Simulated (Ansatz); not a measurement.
Li: pressure against volume scale

All results are calculated (Ansatz 0.2.0). Periodic Kohn-Sham DFT of a crystal at fixed atoms, scaled to volume_scale times the given cell; pressure positive in compression, energy less spherical unpolarised free atoms, largest_vzz the field gradient of largest size among the nuclei.

The cell before it is scaled or strained (space group Im-3m, No. 229):
```
Li
1.0
     -1.7500     1.7500     1.7500
      1.7500    -1.7500     1.7500
      1.7500     1.7500    -1.7500
Li
1
Direct
  0.00000 0.00000 0.00000
```

Settings of every row: method all-electron PAW; functional LDA; relativity scalar; k mesh 13x13x13; filling fermi-dirac; smearing width 0.05 eV; nucleus gaussian.

Atom start moment: 0 on all atoms.

| row | volume scale | V (Å³/atom) | pressure (GPa) |
| --- | --- | --- | --- |
| 1 | 0.94 | 20.151 | -0.814 |
| 2 | 0.96 | 20.58 | -1.063 |
| 3 | 0.98 | 21.009 | -1.289 |
| 4 | 0.99 | 21.223 | -1.394 |
| 5 | 1 | 21.438 | -1.494 |
| 6 | 1.01 | 21.652 | -1.59 |
| 7 | 1.02 | 21.866 | ? |
| 8 | 1.04 | 22.295 | -1.851 |
| 9 | 1.06 | 22.724 | -2.005 |

Question: what pressure should row 7 give?

Worked fit of pressure. Take u = (V_r/V)^(2/3) − 1 with V_r = 21.331 Å³ an atom, which is twice the finite (Eulerian) strain; such expansions in the strain, on which the Birch-Murnaghan equation of state is built, carry the rest volume and the bulk modulus. The shown rows have u = 0.03867, 0.02418, 0.01019, 0.00339, -0.00333, -0.00991, -0.02904, -0.0413. Least squares give pressure = −1.445 + 14.98 × u + 34.44 × u² GPa; a straight line predicts inner rows, each left out in turn, worse (root mean square 0.018 against 0.00036 GPa). The rows lie off it by 0.000, 0.000, 0.000, 0.000, 0.001, 0.000, 0.000, 0.000. The withheld row has u = -0.01638, so the fit gives −1.445 + 14.98 × (-0.01638) + 34.44 × (-0.01638)² = -1.681 GPa.

The calculation gave -1.681 GPa. The fit meets it to the printed digit.
